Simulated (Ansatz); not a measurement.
## Co: energy change per atom and largest site moment as volume scale varies

Plane-wave DFT, scalar-relativistic PAW made under PBE with cores redone for the functional, no dispersion; the given relaxed cell is scaled uniformly, energy at zero smearing counts from the unscaled cell, pressure at the given Fermi-Dirac smearing is positive in compression. The results are calculated, by Ansatz 0.2.0.

The cell before it is scaled or strained (space group P6_3/mmc, No. 194):
```
cell vectors (Å)
   2.4344     0.0000     0.0000
  -1.2172     2.1082     0.0000
   0.0000     0.0000     4.3467
atoms (fractions of the cell vectors)
Co  0.33333  0.66667  0.25000
Co  0.66667  0.33333  0.75000
```

Settings of every row: spin polarised yes; functional r2SCAN; wave cutoff 500 eV; smearing width 0.05 eV; k mesh 24x24x12.

Atom:
```csv
element,starting moment (Bohr magneton)
Co,1.91
Co,-1.91
```

Limits: a known weakness of the program can leave such a cell on a higher state.

```csv
row,volume scale,V (Å³/atom),energy change per atom (meV),largest site moment (Bohr magneton),pressure (GPa)
1,0.88,9.816,117.24,1.68,30.9
2,0.92,10.262,48.56,1.78,18.49
3,0.96,10.708,11.32,1.85,8.29
4,1.04,11.6,?,?,?
5,1.08,12.046,36.34,2.01,-12.18
6,1.12,12.493,76.52,2.05,-16.53
```

Question: what energy change per atom and largest site moment should row 4 give?

Worked fit of energy change per atom. Take u = (V_r/V)^(2/3) − 1 with V_r = 10.708 Å³ an atom, which is twice the finite (Eulerian) strain; such expansions in the strain, on which the Birch-Murnaghan equation of state is built, carry the rest volume and the bulk modulus. The shown rows have u = 0.0597, 0.02877, 0, -0.07549, -0.09768. Least squares give energy change per atom = 11.472 + 845.15 × u + 15495.4 × u² meV; a straight line predicts inner rows, each left out in turn, worse (root mean square 41 against 0.43 meV). The rows lie off it by 0.09, -0.05, -0.15, 0.36, -0.25 (root mean square 0.21 meV). The withheld row has u = -0.05194, so the fit gives 11.472 + 845.15 × (-0.05194) + 15495.4 × (-0.05194)² = 9.38 meV.

The calculation gave 9.71 meV. The fit lies 0.33 meV (3.4 % of the value, 0.31 % of the column's range) below it; its largest miss of a shown row is 0.36 meV.

Worked fit of largest site moment. Take t = volume scale − 0.99. The shown rows have t = -0.11, -0.07, -0.03, 0.09, 0.13. Least squares give largest site moment = 1.902 + 1.583 × t − 3.61 × t² Bohr magneton; a straight line predicts inner rows, each left out in turn, worse (root mean square 0.021 against 0.008 Bohr magneton). The rows lie off it by 0.00, 0.01, 0.00, -0.01, 0.00. The withheld row has t = 0.05, so the fit gives 1.902 + 1.583 × (0.05) − 3.61 × (0.05)² = 1.97 Bohr magneton.

The calculation gave 1.96 Bohr magneton. The fit lies 0.01 Bohr magneton (2.7 % of the column's range) above it, one unit of the last digit.

The other values of row 4: pressure -6.76 GPa.
